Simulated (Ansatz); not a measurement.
# Zone-centre phonons of HfB₂ (AlB₂-type) under uniaxial strain along c, from PBEsol linear response

Hafnium diboride stacks flat honeycomb sheets of boron between triangular layers of hafnium. Strong B–B bonds lie within each boron layer, and Hf–B bonds tie the layers together along c. The compound is a hard, refractory metal used in coatings and high-temperature ceramics, where residual strain influences cracking and can be read from the shift of a vibrational line. Such a reading needs a calibration: how far each mode moves per per cent of strain, and whether it splits. The harmonic zone-centre frequencies are calculated here with PBEsol for strains between −4 % and +4 % along c, with the basal edges free to relax. Shifts are counted from the unstrained crystal at the same level, and tension is positive.

## Systems and settings

One crystal, HfB2 (AlB2-type) (known phase). It was then strained (uniaxial, along c) with the free edges and the atoms relaxed; labels give the mode at rest and under strain. The structures stem from measured cells of the Crystallography Open Database, directly or through a relaxation at another level; cell and atoms were relaxed at zero pressure at each row's own level, inside the symmetry of the start, with no thermal or zero-point expansion. Program: Ansatz 0.2.0, plane waves, PBEsol, the program's earlier default PAW potentials, scalar-relativistic without spin-orbit coupling, no spin polarisation. Wave-function cutoff 420 eV (the default for the potentials of each cell); on the k meshes (Γ-centred) the least product of divisions and cell-vector length runs from 39 to 44 Å. Occupations: methfessel-paxton smearing of 0.2 eV. Harmonic modes at natural masses come from linear response (density functional perturbation theory), with the acoustic sum rule imposed.

Notes on method and selection:

- Harmonic values at the static lattice; measured values carry thermal expansion and anharmonic shifts at their temperature.
- Modes are followed from row to row by the overlap of their patterns; levels that are degenerate at rest are joined across zero strain by their slopes.
- In cells without a Kohn-Sham gap the frequencies depend on k mesh and smearing; errors of a few per cent are possible.
- Spin-orbit coupling is left out; it matters most with heavy elements (here Hf).
- Runs that did not converge, have known faults, used another set of PAW files or may not be shown are not listed.

Columns:

- uniaxial strain (%): uniaxial strain along c, tension positive.
- stress (GPa): stress along the strain, tension positive.
- free-edge strain (%): strain of the first free edge.
- second free edge (%): strain of the second free edge.
- E1u (cm⁻¹): zone-centre mode E1u, no LO-TO term.
- A2u (cm⁻¹): zone-centre mode A2u, no LO-TO term.
- B1g (cm⁻¹): zone-centre mode B1g, no LO-TO term.
- E2g (cm⁻¹): zone-centre mode E2g, no LO-TO term.

## Data

```
member  uniaxial strain (%)  stress (GPa)  free-edge strain (%)  second free edge (%)  E1u (cm⁻¹)  A2u (cm⁻¹)  B1g (cm⁻¹)  E2g (cm⁻¹)
−4.0 %  −4                   −17.68        0.84                  0.84                  479.2       515.9       566.7       771.3
−3.0 %  −3                   −13.05        0.62                  0.62                  472.4       506.8       567.2       783.6
−2.0 %  −2                   −8.59         0.40                  0.40                  464.9       497.3       566.1       794.0
−1.0 %  −1                   −4.25         0.19                  0.19                  457.4       487.4       563.2       808.7
+0.0 %  0                    0.00          0.00                  0.00                  450.4       477.0       559.0       820.7
+1.0 %  1                    4.13          −0.18                 −0.18                 443.5       466.2       554.1       828.3
+2.0 %  2                    ?             ?                     ?                     ?           ?           ?           ?
+3.0 %  3                    11.96         −0.52                 −0.52                 429.5       443.2       543.4       841.1
+4.0 %  4                    15.69         −0.67                 −0.67                 422.4       431.1       538.0       846.9
```

Cells marked ? are withheld until the estimate has been made.

Least-squares fits to the members shown, with x = uniaxial strain (%); R² and errors in the fitted variable (y, or ln y where the fit is in ln y):

```
y           members  fit                  R²    rms residual  leave-one-out rms  the same for the mean of the others
E2g (cm⁻¹)  8        y = 814.2 + 9.552 x  0.97  4.2           5.9                29
B1g (cm⁻¹)  8        y = 556.3 − 3.839 x  0.93  2.7           4.0                12
```

## What drives the series

No mode splits. Strain along c keeps the full hexagonal symmetry, so the twofold E1u and E2g levels can only shift.

They shift in opposite directions. From −4 % to +4 %, E1u falls by 56.8 cm⁻¹ and A2u by 84.8 cm⁻¹, while E2g rises by 75.6 cm⁻¹. In E1u and A2u the hafnium and boron layers move against each other, which strains the Hf–B bonds. Tension along c lengthens these bonds and weakens their force constants. A2u, whose motion is along c, responds more strongly: −84.8 / 8 = −10.6 cm⁻¹ per % on average. E1u averages −56.8 / 8 = −7.1 cm⁻¹ per %. B1g, the buckling of the boron layer, changes least, on average by (538.0 − 566.7) / 8 = −3.6 cm⁻¹ per %, with a shallow maximum at −3 %.

E2g stretches the B–B bonds within the boron layer. Their length is a/√3, so it follows the free-edge strain, which is negative under tension: the bonds shorten and the mode hardens. Around zero strain the slope is (828.3 − 808.7) / 2 = 9.8 cm⁻¹ per %. Since E2g is the Raman-active mode of this structure, this is the slope that matters for a Raman reading under uniaxial load; a film strained in its plane needs a different one.

The response of E2g is not linear. It loses 820.7 − 771.3 = 49.4 cm⁻¹ at −4 % but gains only 846.9 − 820.7 = 26.2 cm⁻¹ at +4 %, a ratio of 49.4 / 26.2 = 1.89, whereas the sizes of the free-edge strains differ by a factor of only 0.84 / 0.67 = 1.25. Ordinary bond anharmonicity would bend the curve the other way, because a bond stiffens faster as it shortens. One possibility is that hafnium layers pressed closer to the boron draw electrons from B–B into Hf–B bonding, which would soften E2g further under compression.

The steps on the compressed side are uneven. From −4 % to zero they are 783.6 − 771.3 = 12.3, 794.0 − 783.6 = 10.4, 808.7 − 794.0 = 14.7 and 820.7 − 808.7 = 12.0 cm⁻¹. In a metal, irregularities of this size are more likely to come from k mesh and smearing than from bonding.

## Estimating the withheld member

Plain estimates from the members shown:

- +2.0 %, fit at x = 2: 833.3 cm⁻¹
- +2.0 %, straight-line interpolation between +1.0 % and +3.0 %: w = (2 − 1) / (3 − 1) = 0.500, so 828.3 + 0.500 × (841.1 − 828.3) = 834.7 cm⁻¹

The straight-line fit over all rows is the weaker of the two plain estimates, because it ignores the bend: its slope of 9.552 cm⁻¹ per % is well above what the tension side shows. There the slope falls from 7.6 cm⁻¹ per % between 0 and +1 % to 6.4 between +1 and +3 % and 5.8 between +3 and +4 %. Interpolation between the neighbours is closer, but a chord runs slightly below a curve that bends this way.

A cubic through the four rows at 0, +1, +3 and +4 % includes the bend. At the midpoint its weights are 2/3 for each inner row and −1/6 for each outer row:

(2/3) × (828.3 + 841.1) − (1/6) × (820.7 + 846.9) = 835.0 cm⁻¹.

This lies 0.3 cm⁻¹ above the linear interpolation. The free edges contract smoothly from −0.18 to −0.52 % between the neighbouring rows, which gives no reason for a further shift.

The same formula can be tried on two shown rows. At −2 % it gives (2/3) × (783.6 + 808.7) − (1/6) × (771.3 + 820.7) = 796.2 against 794.0 cm⁻¹, and at −1 % it gives (2/3) × (794.0 + 820.7) − (1/6) × (783.6 + 828.3) = 807.8 against 808.7 cm⁻¹. The misses, 796.2 − 794.0 = 2.2 and 808.7 − 807.8 = 0.9, have a root mean square of 1.7 cm⁻¹, which is taken as the standard deviation. Both trials lie on the more uneven compressed side, so the error bar may be somewhat generous.

**Committed estimate, +2.0 %: E2g = 835.0 ± 1.7 cm⁻¹.**

## Outcome

```
member  uniaxial strain (%)  stress (GPa)  free-edge strain (%)  second free edge (%)  E1u (cm⁻¹)  A2u (cm⁻¹)  B1g (cm⁻¹)  E2g (cm⁻¹)
+2.0 %  2                    8.10          −0.36                 −0.36                 436.5       454.9       548.9       834.9
```

```
member  estimate       E2g (cm⁻¹)  computed  estimate − computed  miss in error bars
+2.0 %  committed      835.0       834.9     +0.1                 0.1
+2.0 %  fit            833.3       834.9     −1.6
+2.0 %  interpolation  834.7       834.9     −0.2
```

The computed value, 834.9 cm⁻¹, lies 0.1 cm⁻¹ below the estimate and well inside the error bar of 1.7. The straight-line fit missed by 1.6 cm⁻¹. Linear interpolation missed by only 0.2, so the cubic has no meaningful advantage over it. The error bar, taken from the more uneven compressed side, may be wider than the tension side needs, though a single hit cannot settle that.

The new row also clarifies the bend under tension. Per per cent of basal contraction, E2g rises by (834.9 − 820.7) / 0.36 = 39 cm⁻¹ between 0 and +2 %, and by (846.9 − 834.9) / (0.67 − 0.36) = 39 cm⁻¹ between +2 and +4 %. The mode thus follows the B–B length almost linearly, and the flattening of the curve is matched by the smaller contraction of the edges at higher tension.

The electron transfer suggested earlier is not needed there, and it explains the compressed side poorly. The ratio changes from 12.0 / 0.19 = 63 to 7.6 / 0.18 = 42 cm⁻¹ per % across zero strain, whereas a gradual transfer should change it gradually. A numerical contribution from k mesh or smearing is at least as likely.

## Members off the line

Least-squares fits to the whole series, with x = uniaxial strain (%); R² and errors in the fitted variable (y, or ln y where the fit is in ln y):

```
y           members  fit                  R²    rms residual  leave-one-out rms  the same for the mean of the others
E2g (cm⁻¹)  9        y = 814.4 + 9.605 x  0.98  4.0           5.4                28
B1g (cm⁻¹)  9        y = 556.3 − 3.828 x  0.94  2.6           3.7                11
```

Largest departures from the fit to the whole series:

```
member  E2g (cm⁻¹)  fit    computed − fit  in rms residuals
+0.0 %  820.7       814.4  +6.3            1.6
+4.0 %  846.9       852.8  −5.9            1.5
−4.0 %  771.3       776.0  −4.7            1.2
+1.0 %  828.3       824.0  +4.3            1.1
```

The largest departures from the straight line form a pattern. The rows at 0 and +1 % lie above it by 6.3 and 4.3 cm⁻¹, and those at +4 and −4 % lie below it by 5.9 and 4.7. This is what a line through a curve with falling slope must give, so these departures reflect the form of the fit and not anything peculiar to the four cells.

A comparison with neighbouring rows picks out a different member. At −2 % the mean of the neighbours is (783.6 + 808.7) / 2 = 796.2 cm⁻¹, and the computed value lies 796.2 − 794.0 = 2.2 below it. Every other interior row lies above the mean of its neighbours. E1u and A2u pass smoothly through −2 %, which speaks against a fault in the relaxed cell. The deviation is about 0.3 % of the frequency, well within the mesh and smearing error possible in a metal.

## Rules of thumb and their limits

Between −4 and +4 %, E2g rises with strain along c while E1u and A2u fall, and none of them splits. A missing row between close neighbours can be interpolated to about 1 cm⁻¹ under tension and 2 cm⁻¹ under compression; the straight line over the whole range typically misses by 5.4.

For small uniaxial loads with free edges, the rows at ±1 % give (828.3 − 808.7) / (4.13 + 4.25) = 2.3 cm⁻¹ per GPa. A line raised by 1 cm⁻¹ then means about 0.4 GPa of tension along c. The one-sided slopes, 7.6 / 4.13 = 1.8 under tension and 12.0 / 4.25 = 2.8 under compression, put the uncertainty of this calibration near 20 %.

Thermal and zero-point expansion, together with anharmonicity, should lower the measured line relative to these static harmonic values. A lowering of only 1 %, or 0.01 × 820.7 = 8.2 cm⁻¹, would pass for several GPa of compression along c. Strain should therefore be read against an unstrained sample at the same temperature, not against the calculated frequency.

[Logs are printed without paths, hosts, clocks, repeated set-up lines and the standing remarks that a program may print on its own settings, such as how far it seeks lower states.]
